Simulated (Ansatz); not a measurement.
Co: the change of energy above lowest point with volume scale

Free energy against uniform scaling of the volume at fixed shape and fractions; periodic cell, basis, potentials, k mesh and filling as listed. The results are calculated, by Ansatz 0.2.0.

The cell before it is scaled or strained (space group P-3m1, No. 164):
```
CELL_PARAMETERS angstrom
2.48740 0.00000 0.00000
-1.24370 2.15410 0.00000
0.00000 0.00000 4.06330
ATOMIC_POSITIONS crystal
Co 0.66667 0.33333 0.25986
Co 0.33333 0.66667 0.74014
```

Settings of every row: functional LDA; dispersion none; potentials all-electron LAPW; k mesh 11x11x6; k shift 0x0x0; occupations fermi dirac; smearing width 0.1 eV; spin collinear.

Limits: coarse k mesh, up to 40 meV an atom off; minimum outside the range; state may not be the lowest; the cell comes from a prototype or a list of computed structures and needn't be the stable phase.

| row | volume scale | V (Å³/atom) | energy above lowest point (meV/atom) |
| --- | --- | --- | --- |
| 1 | 0.94 | 10.233 | 0 |
| 2 | 0.96 | 10.45 | 10 |
| 3 | 0.98 | 10.668 | 26.4 |
| 4 | 1 | 10.886 | 48.5 |
| 5 | 1.02 | 11.104 | ? |
| 6 | 1.04 | 11.321 | 107 |
| 7 | 1.06 | 11.539 | 142.2 |

Question: what energy above lowest point should row 5 give?

Worked fit of energy above lowest point. Take u = (V_r/V)^(2/3) − 1 with V_r = 10.777 Å³ an atom, which is twice the finite (Eulerian) strain; such expansions in the strain, on which the Birch-Murnaghan equation of state is built, carry the rest volume and the bulk modulus. The shown rows have u = 0.03513, 0.02075, 0.0068, -0.00669, -0.0323, -0.04452. Least squares give energy above lowest point = 36.8 − 1642.7 × u + 16658 × u² + 8341 × u³ meV/atom; a parabola predicts inner rows, each left out in turn, worse (root mean square 0.16 against 0.078 meV/atom). All shown rows lie on it to the printed digit. The withheld row has u = -0.01973, so the fit gives 36.8 − 1642.7 × (-0.01973) + 16658 × (-0.01973)² + 8341 × (-0.01973)³ = 75.6 meV/atom.

The calculation gave 75.5 meV/atom. The fit lies 0.1 meV/atom (0.07 % of the column's range) above it, one unit of the last digit.
